Ansatz 0.2.0 single-point calculations of TiN (Fm-3m, 2-atom cell) at several volumes, with PBE, PAW, collinear spin, a 420 eV plane-wave cutoff, an 8×8×8 k mesh and Gaussian smearing of 0.1 eV. Energies are taken at zero smearing, relative to the elements' standard crystals or gases in PBE; pressure is positive in compression.

```csv
volume (Å³/atom),shortest distance (Å),energy over elements (eV/atom),pressure (GPa)
9.515,2.119,-1.70690,1.970
9.537,2.121,-1.70720,1.310
9.555,2.122,-1.70720,0.770
9.743,2.136,-1.70510,-4.450
9.746,2.136,-1.70500,-4.530
9.908,2.148,-1.69830,-8.620
```

Two sizes are worth remembering for titanium nitride. A change of 0.1 % in the cubic edge shifts the pressure by about 0.8 GPa, but starting from equilibrium it costs only about 0.07 meV per atom. Over the whole table the volume grows by 4 %. The pressure swings from 2 GPa of compression to almost 9 GPa of tension, while the energy over the elements changes by only 0.5 % of its value.

**Why the energy is flat where the pressure is not.** Pressure is the slope of the energy curve with its sign reversed: it tells how much energy the crystal would give up per unit of volume by expanding. At the bottom of the well the slope is zero, and close to it the slope grows in proportion to the displacement, the energy only with its square. The smaller cells push outward and the larger ones pull inward. The energies of the elements are the same constant in every row and have no part in this trend. All six runs ended in the same kind of nonmagnetic metallic state, so the rows can be read as one curve. Each run carries a warning that its starting magnetic moments were lost, and no search for a lower state was made, so the runs do not rule out a magnetic state of lower energy.

**Why the crystal softens when stretched.** The bulk modulus, the pressure needed per relative change of volume, is about 282 GPa between the compressed rows and 248 GPa between the stretched ones. Averaged over this range, it thus changes by about 4.4 GPa for each GPa of pressure. (These slopes use less rounded values of the same runs, because the printed digits blur the differences between close rows.) A plausible explanation is that two forces of different reach balance in the crystal. The repulsion between overlapping electron shells fades quickly with distance, the attraction of the bonds more slowly. Stretching therefore removes first the steep repulsion that makes the crystal stiff. The calculation does not split the energy into these two parts, so the division is argued from theory.

**A simple model.** Suppose the energy is quadratic in some power $n$ of the edge length. Differentiating it with respect to volume shows that the bulk modulus at equilibrium then changes by $2-n$ GPa per GPa. Hooke springs between the atoms mean $n=1$ and a change of 1, far too little. The choice $n=-2$ gives 4, close to the table, and is known as the second-order Birch equation:

$$E = E_0 + \tfrac{9}{8}\,B_0V_0\left[\left(\frac{V_0}{V}\right)^{2/3}-1\right]^2$$

Here $E$ is the energy and $V$ the volume per atom, $E_0$ and $V_0$ are their values at equilibrium, and $B_0$ is the bulk modulus there. Multiplying out the square gives a repulsion that falls as the fourth power of the length and an attraction that falls as the second. These powers describe the shape of the well near its bottom and do not identify particular forces.

**How well it works.** Both forms were fitted to the pressures of all six rows, each with two constants. The springs miss by about ten times as much as the Birch form, which gives $V_0 = 9.58$ Å³/atom and $B_0 = 275$ GPa. Its own small misses, up to 0.01 GPa, fit with a softening slightly stronger than the model's 4. The output below lists the misses row by row.

The energies were not used in the fit, so they can test it. For the largest cell, $(9.582/9.908)^{2/3}-1$ is about $-0.022$. With 1 eV/Å³ equal to 160 GPa, the prefactor $\tfrac{9}{8}\times 275\times 9.58/160$ is 18.5 eV, and the model puts this cell 9.0 meV per atom above the minimum. The table shows a rise of 8.9 meV from its lowest rows, which themselves lie slightly above the minimum. The agreement shows that stress and energy are consistent within the calculation; it is no comparison with experiment.

**The odd rows.** The cells at 9.537 and 9.555 Å³/atom share the lowest printed energy, yet both are still under compression. The tie comes from rounding: with more digits the larger cell lies 0.09 meV per atom lower, as the positive pressure requires, but the table resolves only 0.1 meV. The well is that flat: from the minimum the volume can move by 0.03 Å³/atom before the energy changes by that last digit. The cell at 9.746 comes from a crystal in which carbon was replaced by nitrogen. Its edges and atoms are recorded as relaxed afterwards, but it is under 4.5 GPa of tension. It was therefore not at equilibrium under the present settings; the method and settings of that relaxation are not recorded.

**What to do about it.** Find the equilibrium cell from the zero of the pressure, not from the lowest printed energy. Here that means an edge of about 4.25 Å, between the rows at 9.555 and 9.743, where one more run would confirm it. With plane waves this route needs a cutoff high enough for stress and energy to agree, as they do here. The runs themselves give no warning about the k mesh. The notes to the data call it coarse, but that judgement rests on the data makers' tests on other systems. The table holds no finer mesh for comparison, so the error is unknown here and the true PBE edge may differ somewhat. An energy over the elements tolerates a cell that is slightly the wrong size, but a stress does not: an edge wrong by half a percent already carries about 4 GPa that has nothing to do with the process under study.

Output of the analysis:

```
fit of p on 6 rows: coefficient of r**(-7/3) 415.8 +/- 0.35, coefficient of r**(-5/3) -415 +/- 0.35; rms 0.00671, worst 9.908 -0.01, leave-one-out rms 0.0128
fit of p on 6 rows: coefficient of r**(-2/3) 798.9 +/- 7.3, coefficient of r**(-1/3) -798.2 +/- 7.3; rms 0.0712, worst 9.908 -0.105, leave-one-out rms 0.138
Bulk modulus from the compressed rows, GPa: 282.2
Bulk modulus across zero pressure, GPa: 268.3
Bulk modulus from the stretched rows, GPa: 247.7
Change of bulk modulus per change of pressure, GPa per GPa: 4.364
Equilibrium volume, Birch form, Å³/atom: 9.582
Equilibrium volume, Hooke springs, Å³/atom: 9.583
Equilibrium cubic edge, Birch form, Å: 4.248
Bulk modulus at equilibrium, Birch form, GPa: 275.4
Pressure misfit of springs over that of Birch form, ratio: 10.61
Lowest row above the unsampled minimum, Birch form, meV/atom: 0.0635
Largest miss of the predicted energy differences, meV/atom: 0.03062
Pressure change for 0.1 % change of edge, GPa: 0.8262
Energy cost of 0.1 % change of edge from equilibrium, meV/atom: 0.07411
Volume change from equilibrium that costs 0.1 meV/atom, Å³/atom: 0.03339
Spread of energy as share of energy over elements, %: 0.5213
Spread of volume over the rows, %: 4.136
Misses in pressure and energies above the lowest row:
    row  Birch miss GPa  spring miss GPa  computed meV/atom  from pressure meV/atom
  9.515       -0.005422         -0.05787              0.335                  0.3441
  9.537       -0.001542         -0.02064               0.09                  0.1206
  9.555       0.0004181         0.006061                  0                       0
  9.743        0.008406          0.08926               2.18                   2.204
  9.746        0.008172          0.08771               2.28                   2.291
  9.908        -0.01004          -0.1045               8.97                   8.978
```
